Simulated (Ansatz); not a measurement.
## CsHgCl3: energy above lowest point against volume scale

Results calculated with Ansatz 0.2.0, not measured. Free energy against uniform scaling of the volume at fixed shape and fractions; periodic cell, basis, potentials, k mesh and filling as listed.

The cell before it is scaled or strained (space group Pm-3m, No. 221):
```
CELL_PARAMETERS angstrom
5.44000 0.00000 0.00000
0.00000 5.44000 0.00000
0.00000 0.00000 5.44000
ATOMIC_POSITIONS crystal
Cs 0.00000 0.00000 0.00000
Hg 0.50000 0.50000 0.50000
Cl 0.00000 0.50000 0.50000
Cl 0.50000 0.00000 0.50000
Cl 0.50000 0.50000 0.00000
```

Settings of every row: functional LDA; dispersion none; potentials PAW; wave cutoff 510 eV; density cutoff 2040 eV; k mesh 4x4x4; k shift 0x0x0; occupations fermi dirac; smearing width 0.1 eV; spin none.

Limits: coarse k mesh, up to 40 meV an atom off; minimum outside the range; no spin-orbit coupling, which can matter with elements this heavy.

```csv
row,volume scale,V (Å³/atom),energy above lowest point (meV/atom)
1,0.92,29.622,0
2,0.9467,30.482,14.1
3,0.9733,31.338,32
4,1,32.198,53
5,1.0267,33.058,?
6,1.0533,33.914,102
7,1.08,34.774,129.1
```

Question: what energy above lowest point should row 5 give?

Worked fit of energy above lowest point. Take u = (V_r/V)^(2/3) − 1 with V_r = 31.768 Å³ an atom, which is twice the finite (Eulerian) strain; such expansions in the strain, on which the Birch-Murnaghan equation of state is built, carry the rest volume and the bulk modulus. The shown rows have u = 0.04773, 0.02793, 0.00913, -0.00892, -0.04264, -0.05849. Least squares give energy above lowest point = 42.15 − 1167.7 × u + 5732 × u² + 4774 × u³ meV/atom; a parabola predicts inner rows, each left out in turn, worse (root mean square 0.21 against 0.037 meV/atom). All shown rows lie on it to the printed digit. The withheld row has u = -0.02619, so the fit gives 42.15 − 1167.7 × (-0.02619) + 5732 × (-0.02619)² + 4774 × (-0.02619)³ = 76.6 meV/atom.

The calculation gave 76.5 meV/atom. The fit lies 0.1 meV/atom (0.077 % of the column's range) above it, one unit of the last digit.
